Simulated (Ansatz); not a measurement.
## A series in volume scale on HfB

All results are calculated (Ansatz 0.2.0). Periodic Kohn-Sham DFT of a crystal at fixed atoms, scaled to volume_scale times the given cell; pressure positive in compression, energy less spherical unpolarised free atoms, largest_vzz the field gradient of largest size among the nuclei.

The cell before it is scaled or strained (space group Fm-3m, No. 225):
```
HfB
1.0
      0.0000     2.3100     2.3100
      2.3100     0.0000     2.3100
      2.3100     2.3100     0.0000
Hf B
1 1
Direct
  0.50000 0.50000 0.50000
  0.00000 0.00000 0.00000
```

Settings of every row: method frozen-core PAW; functional PBE; relativity scalar; k mesh 15x15x15; filling fermi-dirac; smearing width 0.05 eV; wave cutoff 420 eV; paw set soft_2.

Atom start moment: 0 on all atoms.

Limits: all rows lie far from zero pressure; no spin-orbit coupling on heavy atoms.

| row | volume scale | V (Å³/atom) | pressure (GPa) |
| --- | --- | --- | --- |
| 1 | 0.95 | 11.71 | 45.302 |
| 2 | 0.975 | 12.018 | 37.15 |
| 3 | 1 | 12.326 | ? |
| 4 | 1.025 | 12.635 | 23.305 |
| 5 | 1.05 | 12.943 | 17.434 |

Question: what pressure should row 3 give?

Worked fit of pressure. Take u = (V_r/V)^(2/3) − 1 with V_r = 12.326 Å³ an atom, which is twice the finite (Eulerian) strain; such expansions in the strain, on which the Birch-Murnaghan equation of state is built, carry the rest volume and the bulk modulus. The shown rows have u = 0.03477, 0.01701, -0.01637, -0.03204. Least squares give pressure = 29.8594 + 414.702 × u + 843.52 × u² GPa; a straight line predicts inner rows, each left out in turn, worse (root mean square 0.54 against 0.02 GPa). The rows lie off it by 0.004, -0.008, 0.008, -0.004 (root mean square 0.0063 GPa). The withheld row has u = 0, so the fit gives 29.8594 + 414.702 × (0) + 843.52 × (0)² = 29.859 GPa.

The calculation gave 29.85 GPa. The fit lies 0.009 GPa (0.032 % of the column's range) above it; its largest miss of a shown row is 0.008 GPa.
